\section*{Correlation energy from the second-order self-energy: linear, Dyson or fourth order}

\subsection*{Statement}
The reference is restricted Hartree--Fock (HF) with Fock operator $F=h+V_{\rm HF}$, spin orbitals $i,j$ (occupied) and $a,b$ (virtual), and orbital energies $\varepsilon_p$; $\omega$ is an energy. The second-order self-energy is $\Sigma=\Sigma^{>}+\Sigma^{<}$, with 2p1h and 2h1p parts
\begin{equation}
\Sigma^{>}_{pq}=\frac12\sum_{iab}\frac{\langle pi\|ab\rangle\langle ab\|qi\rangle}{\omega+\varepsilon_i-\varepsilon_a-\varepsilon_b},\qquad
\Sigma^{<}_{pq}=\frac12\sum_{ija}\frac{\langle pa\|ij\rangle\langle ij\|qa\rangle}{\omega+\varepsilon_a-\varepsilon_i-\varepsilon_j}.
\end{equation}
The second-order M{\o}ller--Plesset (MP2) energy is
\begin{equation}
E_2=\tfrac12\sum_i\Sigma^{>}_{ii}(\varepsilon_i)=-\tfrac12\sum_a\Sigma^{<}_{aa}(\varepsilon_a).
\label{mp2}
\end{equation}
The Galitskii--Migdal (GM) formula, on a counter-clockwise contour around all poles below the chemical potential $\mu$, gives for $G=G_0+G_0\Sigma G_0$
\begin{equation}
E=\frac12\oint\frac{d\omega}{2\pi i}\,{\rm Tr}\,(\omega+h)G=E_{\rm HF}+E_2-\tfrac12{\rm Tr}\,V_{\rm HF}\,\delta\gamma ,
\label{gm}
\end{equation}
where $\delta\gamma$ is the density matrix of $G_0\Sigma G_0$. The last term is of third order, so strict second order leaves HF plus MP2.

Three routes are compared: MP2; D$n$, the GM energy of the one-shot Dyson solution $G=(\omega-F-\Sigma)^{-1}$ on $n$ imaginary frequencies; and full MP4. The model is $M=100$ separate dimers with hopping $t$, on-site repulsion $U$ and intersite repulsion $V$; $V=0$ is the Hubbard dimer, with $E_2=-U^2/16t$. The table gives the exact correlation energy per dimer, signed errors (method minus exact) in $10^{-3}t$, work relative to MP2 ($W_0=3.0\times10^{11}$ multiply-adds) and memory at 8 bytes per number.
\begin{center}
\begin{tabular}{ccc|rrrr}
$U/t$&$V/t$&$E_c/t$&MP2&D4&D6&MP4\\\hline
1&0&$-0.0616$&$-0.95$&$-0.29$&$-0.0047$&$0.029$\\
2&0&$-0.2361$&$-13.9$&$-0.57$&$-0.0074$&$1.69$\\
4&0&$-0.8284$&$-172$&$-0.53$&$-0.0068$&$78.4$\\
2.5&0.5&$-0.2361$&$36.1$&$25.0$&$25.6$&$-3.93$\\\hline
\multicolumn{3}{l|}{work $/W_0$}&1&2.4&2.9&$6.7\times10^{2}$\\
\multicolumn{3}{l|}{memory / GB}&0.064&3.2&3.2&12.8
\end{tabular}
\end{center}
For an assumed $t=1.60\times10^{-19}$\,J the error unit is $1.60\times10^{-22}$\,J per dimer, or 96\,J\,mol$^{-1}$. All numbers are the model's.

\emph{Cheapest tabulated choice.} For $10^{-3}t$: MP2 at $U=t$, narrowly; D4 at $U=2t$ and $4t$; none at $V=0.5t$. For $10^{-4}t$ at $V=0$: D6. At $V=0.5t$, MP2 meets $4\times10^{-2}t$ and only MP4 meets $5\times10^{-3}t$.

\emph{Best inside a budget.} With 1\,GB only MP2 fits. With $10W_0$ and 5\,GB, D6 is best at $V=0$; at $V=0.5t$ either Dyson grid removes under a third of the MP2 error. With $2000W_0$ and 20\,GB, D6 remains best at $V=0$ and MP4 is best at $V=0.5t$. The Dyson advantage at $V=0$ is a special property of that model and should not be carried over to molecules.

\subsection*{Proof of the energy formulas}
Let $\Delta=\varepsilon_a+\varepsilon_b-\varepsilon_i-\varepsilon_j$, so $E_2=-\frac14\sum|\langle ij\|ab\rangle|^2/\Delta$. Setting $\omega=\varepsilon_i$ in $\Sigma^>_{ii}$ and summing gives $-\frac12\sum|\langle ij\|ab\rangle|^2/\Delta=2E_2$; setting $\omega=\varepsilon_a$ in $\Sigma^<_{aa}$ gives $-2E_2$. This is Eq.~(\ref{mp2}).

Since $(\omega-F)G=1+\Sigma G_0$ and $\frac12(F+h)=F-\frac12V_{\rm HF}$,
\begin{equation}
E={\rm Tr}\,(F-\tfrac12V_{\rm HF})(\gamma_0+\delta\gamma)+\frac12\oint\frac{d\omega}{2\pi i}{\rm Tr}\,\Sigma G_0 .
\end{equation}
The $\gamma_0$ term is $E_{\rm HF}$. Poles of $\Sigma^<$ lie inside the contour, those of $\Sigma^>$ outside, and a product with all poles on one side integrates to zero. The integral is therefore $\frac12[\sum_i\Sigma^>_{ii}(\varepsilon_i)-\sum_a\Sigma^<_{aa}(\varepsilon_a)]=2E_2$. The double poles give $\delta\gamma_{ii}=\partial_\omega\Sigma^>_{ii}(\varepsilon_i)=-\frac12\sum_{jab}|T|^2$ and $\delta\gamma_{aa}=+\frac12\sum_{ijb}|T|^2$ with $|T|=|\langle ij\|ab\rangle|/\Delta$, so ${\rm Tr}\,F\delta\gamma=\frac14\sum|T|^2\Delta=-E_2$. The sum is Eq.~(\ref{gm}). In $H(\lambda)=F+\lambda(W-V_{\rm HF})$, with $W$ the repulsion, the one-body operator is $F-\lambda V_{\rm HF}$ and $\delta\gamma\propto\lambda^2$, so the remainder scales as $\lambda^3$.

\subsection*{Exact solution and errors}
One dimer holds two electrons, with
\begin{equation}
H=-t\sum_\sigma(c^\dagger_{1\sigma}c_{2\sigma}+c^\dagger_{2\sigma}c_{1\sigma})+U\sum_{s=1,2} n_{s\uparrow}n_{s\downarrow}+Vn_1n_2 .
\end{equation}
For the orbitals $g,u=(1\pm2)/\sqrt2$ all Coulomb integrals are $J=(U+V)/2$ and the exchange integral is $K=(U-V)/2$. Hence $\varepsilon_g=-t+J$ and $\varepsilon_u=t+2J-K$, that is $\varepsilon_{g,u}=\mu\mp\tau$ with $\mu=U/2+V$ and $\tau=t+V/2$. Inversion symmetry couples $|g\bar g\rangle$ only to $|u\bar u\rangle$. In $H(\lambda)$ their coupling is $\lambda K$ and their gap is $d=4\tau-2V\lambda$, which equals $4t$ at $\lambda=1$. The lower root, measured from the first diagonal element, is
\begin{equation}
E_c(\lambda)=\tfrac d2-\sqrt{\tfrac{d^2}4+\lambda^2K^2},\qquad E_c=E_c(1)=2t-\sqrt{4t^2+K^2}.
\end{equation}
Expansion in $\lambda$, with $x=V/2\tau$, gives
\begin{equation}
E_2=-\frac{K^2}{4\tau},\qquad E_3=xE_2,\qquad E_4=x^2E_2+\frac{K^4}{64\tau^3}.
\end{equation}
In general MP2 errs at order $\lambda^3$ and MP4 at $\lambda^5$. At $V=0$ odd orders vanish, the leading errors are $-U^4/1024t^3$ and $+U^6/32768t^5$, and the branch points $\lambda=\pm4it/U$ put $U=4t$ on the edge of convergence.

With $z=\omega-\mu$, symmetry leaves $\Sigma_{gg}=K^2/(z-3\tau)$, pure 2p1h, and $\Sigma_{uu}=K^2/(z+3\tau)$, pure 2h1p. Two spins and the factor $\frac12$ give $E_2=\Sigma_{gg}(-\tau)$, as above. Here $V_{\rm HF}$ differs by $V$ between $u$ and $g$ and $2K^2/(4\tau)^2$ electrons are promoted, so the remainder in Eq.~(\ref{gm}) is $-VK^2/16\tau^2=E_3/2$. It vanishes at $V=0$; in the last table row it is $-0.02t$ beside $E_2=-0.20t$ and $E_3=-0.04t$.

The Dyson $G_{gg}$ has poles $\tau\pm D$, $D=\sqrt{4\tau^2+K^2}$, with weights $Z_\pm=(D\mp2\tau)/2D$. Because $G_{uu}(z)=-G_{gg}(-z)$, $\mu$ cancels from the trace and $u$ contributes as much as $g$. The residues of $(z-t)(G_{gg}-G_{0,gg})$ are $c_\pm=(\tau-t\pm D)Z_\pm$ and $c_0=\tau+t$ at $z=-\tau$. They sum to zero, so the contour may run along $z=iy$, where a pole at $\epsilon$ contributes $-\frac12c\,{\rm sgn}\,\epsilon$.

Put $y=w\tan\theta$ and use the midpoints $\theta_k=(k-\frac12)\pi/2n$, $k=1,\dots,n$; negative $y$ follows by conjugation. A pole at distance $\epsilon>0$ from $\mu$ yields the kernel
\begin{equation}
\frac{\epsilon w}{w^2\sin^2\theta+\epsilon^2\cos^2\theta}=1+2\sum_{m\ge1}q^m\cos2m\theta,\qquad q=\frac{w-\epsilon}{w+\epsilon}.
\end{equation}
The grid average keeps only $m=2nj$, with sign $(-1)^j$, and replaces 1 by $S_n(\epsilon)=(1-q^{2n})/(1+q^{2n})$. Therefore
\begin{align}
E_{{\rm D}n}&=-c_+S_n(D+\tau)+c_-S_n(D-\tau)+c_0S_n(\tau),\\
E_{{\rm D}\infty}&=\tau+t-D+\frac{2\tau(\tau-t)}{D}.
\end{align}
At $V=0$, $E_{{\rm D}\infty}=2t-D=E_c$ for every $U$: only the grid error remains. The table uses $w=2\tau$, where the pole at $\tau$ has $q=1/3$ and dominates, so each added point gains about a factor 9. For $V\ne0$ the $K^2$ term of $E_{{\rm D}\infty}$ is $E_2+E_3/2$. Half of $E_3$ is missed, the error is again of order $\lambda^3$, and no grid removes it.

\subsection*{Work and memory}
Take $o$ occupied and $v$ virtual spatial orbitals, $N=o+v$; the dimers have $o=v=M$. All three energies are additive over the dimers. The counts are for dense algorithms blind to the model's sparsity. They omit HF and the generation of basis integrals and ignore the permutation symmetry of the integrals, which can shift the ratios by factors of order two.

\emph{MP2} needs $(ia|jb)$. Transforming one index at a time in the order $i,j,a,b$ costs $oN^4+o^2N^3+o^2vN^2+o^2v^2N=30M^5$; the final sum adds only $o^2v^2$. One $i$ at a time holds $N^3=8M^3$ numbers, since Eq.~(\ref{mp2}) needs each $\Sigma^>_{ii}$ at a single energy.

\emph{D$n$} needs $(pq|ia)$ for all $p,q$: $oN^4+3ovN^3=40M^5$, stored as $ovN^2=4M^4$ numbers. Each frequency contracts $ov^2+o^2v=ovN$ configurations for $N^2$ elements, $ovN^3=8M^5$; complex denominators double this and the symmetry $\Sigma_{pq}=\Sigma_{qp}$ halves it. The inversion costs only $N^3$. The ratio to MP2 is $(40+8n)/30$.

\emph{MP4} transforms all indices, $4N^5=128M^5$, stored as $N^4=16M^4$. Each of the $o^3v^3$ triple excitations contracts a doubles amplitude with an integral over one virtual or one occupied index: $o^3v^3N=2M^7$. The ratio is $(2M^2+128)/30$. Doubles and quadruples add terms in $M^6$; each is $1/2M=0.5\,\%$ of the triples work at $M=100$, so the entry is a close lower bound.

The dimer also flatters the grid. If pole distances span a ratio $\rho$, the best scale is their geometric mean, $|q|=(\sqrt\rho-1)/(\sqrt\rho+1)$ at both ends, and $q^{2n}\approx e^{-4n/\sqrt\rho}$ for large $\rho$. An assumed $\rho=100$ needs $n=23$ for $q^{2n}<10^{-4}$, a work ratio of 7.5 for an energy that still errs at third order once $V\neq0$.